The volume per atom is the volume of the relaxed cell divided by the number of atoms in it. For each row the cell of GaAs was allowed to change size until its internal stress balanced the pressure asked for, with the energy taken from density functional theory in the local density approximation (LDA). The volume change is counted from the same method's cell at zero pressure, whose volume is called $V_0$ below. A negative pressure means that the crystal is pulled outwards equally in all directions.

Zincblende GaAs (F-43m, 2-atom cell), with cell and atoms relaxed at each pressure and the symmetry kept. Ansatz 0.2.0, plane-wave PAW, LDA, scalar-relativistic, no spin polarisation, cutoff 420 eV, k mesh 12×12×12. Volume changes are relative to the zero-pressure LDA cell (conventional a = 5.603 Å, 21.99 Å³ an atom).

```
pressure (GPa)  volume per atom (Å³)  volume change (%)
            -3                 23.00               4.58
             1                 21.70              -1.30
             2                 21.44              -2.52
             6                 20.53              -6.65
             7                 20.33              -7.55
             9                 19.96              -9.23
```

## What happens

The crystal shrinks at every step, but each further GPa takes away less. Between -3 and 1 GPa the loss is 1.47 % of $V_0$ per GPa; between 7 and 9 GPa it is 0.84 %. A single compressibility taken from one end of the table would therefore mislead at the other end. The question is what makes the crystal harder to squeeze.

Three explanations are worth weighing. The first is that less volume is left to lose. The second is that the bonds act as ordinary springs, and the geometry of a shrinking crystal does the rest. The third is that the forces between the atoms themselves steepen at short distance.

## The tempting answer: less is left

Suppose each GPa removes a fixed share of the volume still present. The loss per GPa then falls as the crystal shrinks, with no change in the material. Resistance to this kind of loss is measured by the bulk modulus $B$, the pressure step divided by the fractional loss of volume:

$$B=-V\frac{dP}{dV}.$$

Here $V$ is the volume per atom and $P$ the pressure. In this first picture $B$ is constant.

The same definition lets the table judge the idea, because the volume lost per GPa is $V/B$. From the first step to the last, the loss per GPa falls to 0.57 of its value, while the mean volume falls only to 0.90. The remainder must come from $B$, which rises by a factor of 1.58. The tempting answer names a real effect, but a small one.

The error is large enough to matter in use. The first two rows give $B\approx 4/\ln(23.00/21.70)\approx 69$ GPa. With that value held fixed, the volume of the last row should be reached at about 6.8 GPa. The calculation needs 9.

## A better answer that still fails: springs

When the cell shrinks in this structure, symmetry keeps all angles fixed, and every distance scales by the same factor $r=(V/V_0)^{1/3}$. If the atoms are joined by ordinary springs, near or far, the energy is quadratic in $r-1$. The pressure is the energy gained per unit of volume removed, and since $V=V_0r^3$, a small change of length $dr$ changes the volume by $3V_0r^2\,dr$. This gives

$$P=3B_0\,\frac{1-r}{r^2},$$

where $B_0$ is the bulk modulus at zero pressure.

The factor $r^2$ is pure geometry. In a smaller crystal the same shortening of the bonds sweeps out less volume, so the same spring force corresponds to a higher pressure. Springs therefore do make a crystal stiffen, even though no spring changes its strength. Near zero pressure, $B$ rises by 1 GPa for each GPa applied.

In the calculation it rises by about 4.4 GPa for each GPa, averaged from the first step to the last. Springs give the right direction and far too small a size: over the same steps they would raise $B$ by a factor of 1.11, whatever their strength. Set by the first two rows, they would put the last volume at 7.2 GPa, only a little closer to 9 than the first picture.

## What the forces must do

What springs lack is a difference between pushing and pulling. When one strength is fitted to all six rows, the springs come out too stiff for the stretched crystal at -3 GPa and too soft for the squeezed one at 9 GPa. No choice of strength cures both. The energy must rise more steeply on compression than on stretching. An energy that departs from the quadratic form of springs, in this way or another, is called anharmonic.

The usual physical picture runs as follows. The table does not split the energy into parts, so it shows the steepening but does not test this account of its cause. Two tendencies meet in a bond. Sharing electrons between Ga and As lowers the energy and draws the atoms together. Against this, electrons pressed into a smaller region gain kinetic energy, the more so because the Pauli principle keeps them in different states. This repulsion grows quickly as the atoms' electron clouds overlap; the attraction changes more gently with distance.

At zero pressure the two forces cancel, but their rates of change do not. Stiffness measures how fast the net force changes with distance, and there the steep repulsion outweighs the gentle attraction. In a slightly shorter bond the repulsion is not only stronger but also steeper, by more than the attraction can offset, so the stiffness itself grows. In a slightly longer bond the repulsion is less steep, and the crystal softens.

In this picture a small change of length goes far, and the table agrees. From the middle of the first step to the middle of the last, the Ga–As bond shortens by only about 3 %, yet the bulk modulus rises by more than half. The same reasoning gives the direction for a related semiconductor under moderate pressure: stiffer when squeezed, softer when stretched. How much stiffer depends on how steeply both forces change with distance, and that has to be calculated or measured.

## A simple model with both forces

The Morse energy puts the two tendencies into one formula. It contains a steep repulsive exponential and an attractive one that falls off half as fast:

$$E\propto e^{-2s(r-1)}-2e^{-s(r-1)}.$$

The number $s$ sets the steepness. Differentiating with respect to volume, as for the springs, gives

$$P=\frac{3B_0}{s\,r^2}\left[e^{-2s(r-1)}-e^{-s(r-1)}\right].$$

For very small $s$ this becomes the spring formula again, so the two pictures differ only in the steepening.

Fitted to all six rows, the model has $B_0=74.3$ GPa and $s=3.65$. For the last row, the volume change of -9.23 % means $r=0.9077^{1/3}=0.968$, so that $s(r-1)=-0.116$. Then

$$P=\frac{3\times74.3}{3.65\times0.968^2}\left(e^{0.232}-e^{0.116}\right)\approx 9.0\ \text{GPa}.$$

This row was part of the fit, so the agreement shows that the form is suitable; it is not a forecast.

The Morse curve misses no row by more than 0.003 GPa, which is about what the rounding of the volume changes is worth, whereas the springs miss the stretched crystal by 0.7 GPa. It does have one adjustable constant more than the springs, and six points on a smooth curve are not a severe test of its exact shape. Another energy curve with similar steepening could do as well. The stronger evidence against the two simpler pictures is the rise of the modulus between neighbouring rows, which needs no Morse formula. The printed analysis below gives these moduli and the misses of all three models.

## What to do about it

For a pressure step of a few GPa inside this range, use the bulk modulus at the middle of the step, not one value for the whole range. A handy rule is

$$B\approx 74+4.4\,P,$$

with both quantities in GPa. It matches the modulus of every step in the table to about 1 %, which is also the size of the uncertainty that the rounded volumes bring to the shortest steps.

Take the step from 2 to 6 GPa. Its middle lies at 4 GPa, where the rule gives $B\approx 92$ GPa. The volume then shrinks by the factor $e^{-4/92}\approx0.957$, from 21.44 to about 20.5 Å³ an atom, as in the table. A long step is better split: from -3 to 9 GPa in one go the rule gives 87 GPa, where the two volumes give about 85.

For absolute volumes, more care is needed than for changes. LDA usually binds solids too tightly, and for GaAs it makes the lattice constant slightly too short. The PAW datasets, which stand in for the atomic cores, were made for another functional, PBE. That mismatch may shift the volumes and the modulus somewhat, by an amount these runs do not test. The calculation also leaves out thermal expansion and zero-point motion, which together make the cell larger at room temperature. A measured volume at the working temperature is therefore the better starting point, with the calculated modulus as an estimate of how that volume responds.

The rule should not be carried far beyond 9 GPa. Real GaAs changes to another crystal structure at higher pressure, and these calculations kept the symmetry of the zincblende cell. They would continue along a smooth curve even where the real crystal had left it. Nor should the rule be carried below -3 GPa. The calculated band gap, which LDA makes too small, has fallen there to 0.15 eV from 0.59 eV at 1 GPa and is expected to close under a little more tension, where fixed occupations no longer apply. The runs at -3, 1 and 2 GPa converged without any warning. There is a general caution for these three rows, that a band crossing between the sampled k points may be missed, but it comes from the data makers' tests on other systems, not from these runs.

Printed output of the fit:

```
fit of p on 6 rows: coefficient of gshare 87.94 +/- 3.2; rms 0.448, worst -3 -0.943, leave-one-out rms 0.55
fit of p on 6 rows: coefficient of gspring 84.95 +/- 2.4; rms 0.344, worst -3 -0.725, leave-one-out rms 0.42
fit of p on 6 rows: coefficient of 3*(exp(-2*s*(r-1)) - exp(-s*(r-1)))/(s*r**2) 74.33 +/- 0.013, s 3.654; rms 0.00197, worst 7 -0.00278, leave-one-out rms 0.00531
Steps from the row above, and bond length:
  row  Ga-As_A  mid_pressure_GPa  loss_percent_of_V0_per_GPa  bulk_modulus_GPa
   -3    2.463               n/a                         n/a               n/a
    1    2.416           -0.9958                        1.47              69.1
    2    2.406             1.509                       1.208             81.19
    6    2.371             4.006                       1.037             92.04
    7    2.364             6.498                      0.9006             103.1
    9    2.349             7.996                      0.8408               109
Misses in pressure, model less computed, GPa:
  row  fixed_share   springs       Morse
   -3       -0.943   -0.7246   -0.002602
    1       0.1471    0.1152  -0.0009661
    2       0.2311    0.1825  -0.0005053
    6      0.05368   0.05231   -0.001322
    7     -0.09365  -0.06165   -0.002782
    9      -0.4791   -0.3606    0.002397
Loss per GPa, last step over first step: 0.5718
Mean volume, last step over first step: 0.9013
Bulk modulus ratio last over first step, computed: 1.577
Same ratio, harmonic springs, nothing fitted: 1.108
Same ratio, fitted Morse form: 1.58
Pressure at smallest volume if fixed share set by first two rows, GPa: 6.791
Pressure at smallest volume if springs set by first two rows, GPa: 7.215
Rise of bulk modulus per GPa, first to last step: 4.432
Initial rise of bulk modulus per GPa, Morse form: 4.654
Share of the modulus rise reached by the step 6 to 7 GPa, percent: 85.43
Largest rounding error of a step modulus, percent: 1.111
```
